# Appendix: Limits and scaling of the valley splitting in cylindrical wires

## Model and dimensional analysis

A valley has masses $m_l$ along its axis and $m_t$ across it. The wire has radius $R$, axis $z$ and a hard wall. The valley axis lies in the $xz$ plane at angle $t$ to $z$, and energies are counted from the bulk conduction edge. With $K=m_l/m_t$ and $\delta=1-1/K$, the inverse-mass tensor in units of $1/m_t$ is

$$w_{xx}=1-\delta\sin^2t,\quad w_{yy}=1,\quad w_{zz}=1-\delta\cos^2t,\quad w_{xz}=-\delta\sin t\cos t .$$

The phase factor $\exp(-ik_zx\,w_{xz}/w_{xx})$ removes the $k_xk_z$ term and leaves the wall condition intact. The subband edge therefore lies at $k_z=0$, measured from the projected valley centre, and the axial mass is $m_z=m_l\cos^2t+m_t\sin^2t$. The parabolic problem has the single length $R$, so

$$E_{\rm par}=\Lambda(s)\,E_t,\qquad E_t=\frac{\hbar^2}{2m_tR^2},\qquad s^2=w_{xx},$$

where $\Lambda$ is the lowest Dirichlet eigenvalue of $-(s^2\partial_x^2+\partial_y^2)$ on the unit disc. The gap $E_g$ adds the length $\ell=\hbar/\sqrt{2m_tE_g}$, and the lattice adds its constant $a$. The dimensionless groups are $K$, $t$, $\ell/R$, $a/R$ and $k_BT/E_t$.

The state $J_0(jr)$, with $j=2.405$ and $j^2=5.783$, has $\langle k_x^2\rangle=\langle k_y^2\rangle=j^2/2$. This gives the first-order edge, which is also a variational upper bound:

$$E_1=\frac{\hbar^2j^2}{2R^2}\,\frac12\left[\frac{1+\cos^2t}{m_t}+\frac{\sin^2t}{m_l}\right],\qquad \Lambda_1=j^2\left(1-\tfrac12\delta\sin^2t\right).$$

For the four L valleys, $\cos^2t=1/3$ (all four) in a [100] wire, $0$ and $2/3$ (two each) in [110], and $1$ (one) and $1/9$ (three) in [111]. Each level carries a further spin factor of two. For $K>1$ the most inclined valleys lie lowest. Since $\sum\cos^2t=4/3$ for any axis, the valley average of $\Lambda_1$ is always $j^2(1-\delta/3)$. In [110], call the pairs A ($t=90^\circ$) and B ($\cos^2t=2/3$). Their first-order splitting is $j^2\delta E_t/3$.

## In-plane anisotropy

**Weak.** Put $\epsilon=(1-s^2)/(1+s^2)$. The operator becomes $\tfrac12(1+s^2)[-\nabla^2+\epsilon D]$ with $D=\partial_x^2-\partial_y^2$, and $DJ_0(jr)=j^2J_2(jr)\cos2\theta$. The diagonal element of $D$ vanishes. The first-order function obeys $(\nabla^2+j^2)u_1=DJ_0$ with $u_1=0$ at $r=1$, so

$$u_1=\left[\tfrac14(j^2-4)J_2(jr)-\tfrac12jrJ_2'(jr)\right]\cos2\theta .$$

The second-order shift $\langle DJ_0,u_1\rangle/\langle J_0,J_0\rangle$ equals $j^2(j^2-6)/8$, which gives

$$\Lambda=\Lambda_1\left[1-c\,\epsilon^2+O(\epsilon^4)\right],\qquad c=\frac{6-j^2}{8}=0.0271 .$$

For $K\to1$ the [110] splitting is $\tfrac13j^2\delta E_t\,[1+\tfrac23c\,\delta]$, with $\tfrac23c=0.018$.

**Strong.** For $s\ll1$ the heavy $x$ motion is slow. The fast $y$ motion on a chord of half-length $\sqrt{1-x^2}$ supplies the potential $(\pi^2/4)(1+x^2+x^4+x^6+\dots)$. The harmonic term gives $\pi s/2$, and $x^4$ gives $3s^2/4$. At order $s^3$, $x^6$ in first order and $x^4$ in second order give $15/4\pi-21/8\pi=9/8\pi$. The $x$ dependence of the chord function adds the potential $s^2(\pi^2/12+1/4)x^2$, averaged with $\langle x^2\rangle=s/\pi$. Together,

$$\Lambda=\frac{\pi^2}{4}+\frac{\pi s}{2}+\frac{3s^2}{4}+\left(\frac{11}{8\pi}+\frac{\pi}{12}\right)s^3+O(s^4).$$

At $s=0$ the first-order value $j^2/2$ exceeds $\pi^2/4$ by 17%. For $K\to\infty$, pair B keeps $s^2=2/3$ and $\epsilon=1/5$, so $\Lambda_B=4.81$. The splitting saturates at $2.35\,E_t$, against $1.93\,E_t$ in first order, and approaches this limit with the slow leading correction $-\pi E_t/2\sqrt K$. For $K<1$, $x$ and $y$ exchange roles, $\Lambda(s)=s^2\Lambda(1/s)$, and the order of the valleys is reversed.

**Crossover.** The table compares both series with a Rayleigh–Ritz calculation in the 16 functions $(1-r^2)x^{2p}y^{2q}$, $p,q=0,\dots,3$.

| $s^2$ | $\epsilon$ | $\Lambda_1$ | with $\epsilon^2$ | series to $s^3$ | Ritz |
|---|---|---|---|---|---|
| 0.7 | 0.176 | 4.916 | 4.912 | – | 4.91 |
| 0.25 | 0.600 | 3.614 | 3.579 | 3.528 | 3.57 |
| 0.1 | 0.818 | 3.181 | 3.123 | 3.061 | 3.07 |

The $\epsilon$ series lies closer to the Ritz value at $s^2=0.25$ and the $s$ series at $s^2=0.1$, so the crossover falls between the two.

## Angle

Near $t=0$, $\Lambda=j^2(1-\delta t^2/2)$. Near $t=\pi/2-\eta$, $s^2=1/K+\delta\eta^2$. The edge is quadratic in $\eta$ below $\eta^*\approx(K-1)^{-1/2}$. For large $K$ it follows the cusp $\pi^2/4+\pi|\eta|/2$ above $\eta^*$. A small tilt of the wire away from [110] thus affects pair A only at second order. A tilt $\varphi$ towards [001] changes $t$ of the two B valleys by $\pm\varphi$ and splits them linearly, by $2j^2\delta\sin t\cos t\,\varphi=(2\sqrt2/3)\,j^2\delta\,\varphi$ in units of $E_t$.

## Radius

Take the two-band Hamiltonian $\tfrac12E_g\tau_z+\hbar\tau_x\,\boldsymbol\sigma\cdot(\mathsf v\mathbf k)$, with Pauli matrices $\tau$ for band and $\sigma$ for spin, and velocities $v_{l,t}^2=E_g/2m_{l,t}$ along the valley axes. Let the conduction components vanish at the wall. Eliminating the valence components gives $E(1+E/E_g)=E_{\rm par}$, so with $\rho=\ell/R$

$$E=\tfrac12E_g\left[\sqrt{1+4\Lambda\rho^2}-1\right].$$

The map is monotonic and keeps all orderings and degeneracies. For $\Delta=E_B-E_A$,

$$\Delta\simeq E_g\rho^2(\Lambda_B-\Lambda_A)\left[1-(\Lambda_A+\Lambda_B)\rho^2\right]\qquad(R\gg\ell),$$

$$\Delta\simeq E_g\rho\left(\sqrt{\Lambda_B}-\sqrt{\Lambda_A}\right)\left[1-\frac{1}{8\rho^2\sqrt{\Lambda_A\Lambda_B}}\right]\qquad(R\ll\ell).$$

The $R^{-2}$ and $R^{-1}$ asymptotes meet at $R^*=\ell(\sqrt{\Lambda_A}+\sqrt{\Lambda_B})$. The model assigns the whole inverse mass to the coupling across the gap and omits remote-band terms, which are parabolic.

## PbTe [110]

As typical low-temperature inputs take $m_t=0.024\,m_0$, $m_l=0.24\,m_0$, $E_g=190$ meV and $a=0.646$ nm. Then $K=10$ and $\delta=0.9$. With $\hbar^2/2m_0=38.1$ meV nm$^2$, $E_t=1.59$ eV nm$^2/R^2$ and $\ell=2.89$ nm. Pair A has $s^2=0.1$ and $m_z=0.024\,m_0$. Pair B has $s^2=0.7$ and $m_z=0.168\,m_0$. Relative to the Ritz values, first order puts A too high by 4% and B by 0.1%. The splitting amplifies this: $1.73\,E_t$ in first order against $1.84\,E_t$, which is 6% low. At $R=10$ nm, $E_t=15.9$ meV, the parabolic edges are 49 and 78 meV, and the two-band edges are 40 and 59 meV.

| $R$ (nm) | $\Delta$, first order (meV) | parabolic, Ritz | two-band |
|---|---|---|---|
| 5 | 110 | 117 | 47 |
| 10 | 28 | 29 | 19 |
| 20 | 6.9 | 7.3 | 6.3 |
| 40 | 1.7 | 1.8 | 1.8 |

Here $\Lambda_A+\Lambda_B=7.98$, $\sqrt{\Lambda_B}-\sqrt{\Lambda_A}=0.465$ and $R^*=11$ nm. At 5 nm the small-$R$ form gives 51 meV, and 46 meV with its correction. Non-parabolicity outweighs the ellipticity correction at 20 nm, and the reverse holds at 40 nm. The parabolic splitting falls to $k_BT=0.345$ meV at 4 K when $R=92$ nm. The cusp angle is $\eta^*\approx19^\circ$, and one degree of tilt towards [001] splits pair B by $0.086\,E_t$, which is 5% of the parabolic $\Delta$.

Pair B is not the next level above the A edge. The first $x$-excited state of A starts as $\pi^2/4+3\pi s/2+15s^2/4=4.3$, and the Ritz basis with odd powers of $x$ bounds it from above by a value below $\Lambda_B$. A second A subband opens before the first B subband.

## Neglected terms

**Wall condition.** A barrier with the same velocities and an infinite gap imposes $|\psi_c|=|\psi_v|$ at the wall instead of $\psi_c=0$. Near the band edge, at a flat wall with normal across the valley axis, $|\psi_v|\approx(\hbar v_t/E_g)|\partial_n\psi_c|$, so $\psi_c$ extrapolates to zero a distance $\hbar v_t/E_g=\ell$ outside. Along a heavier normal $n$ the distance is $\ell\sqrt{w_{nn}}$. To leading order each level drops by a fraction of at most $2\ell/R$, a term in $R^{-3}$. This scale exceeds the non-parabolic correction $7.98\rho^2$ for $R\gtrsim4\ell$. At 40 nm the two are 0.14 and 0.04. At 10 nm $2\ell/R=0.58$, which is no longer a perturbation. The tabulated splittings hold for the wall $\psi_c=0$, and another wall changes them by a fraction of this order.

**Intervalley coupling.** A wire with the ideal period $a/\sqrt2$ has its zone edge at $\sqrt2\pi/a$. The L points $(\pi/a)(1,1,\pm1)$ of pair B project onto this edge and those of pair A onto the centre. The atomic wall then mixes valleys within each pair and not between pairs. The matrix element involves $|\partial_n\psi|^2\sim R^{-4}$ times the perimeter, so it scales as $R^{-3}$ unless its rapidly varying phase cancels it further. The dimensional estimate $E_{\rm par}\,a/R$ is about 3 meV for pair A at 10 nm, with a prefactor that depends on the surface termination, against $\Delta=19$ meV. The 2+2 pattern, like the fourfold level of [100] and the triplet of [111], is exact only in the uncoupled-valley envelope model.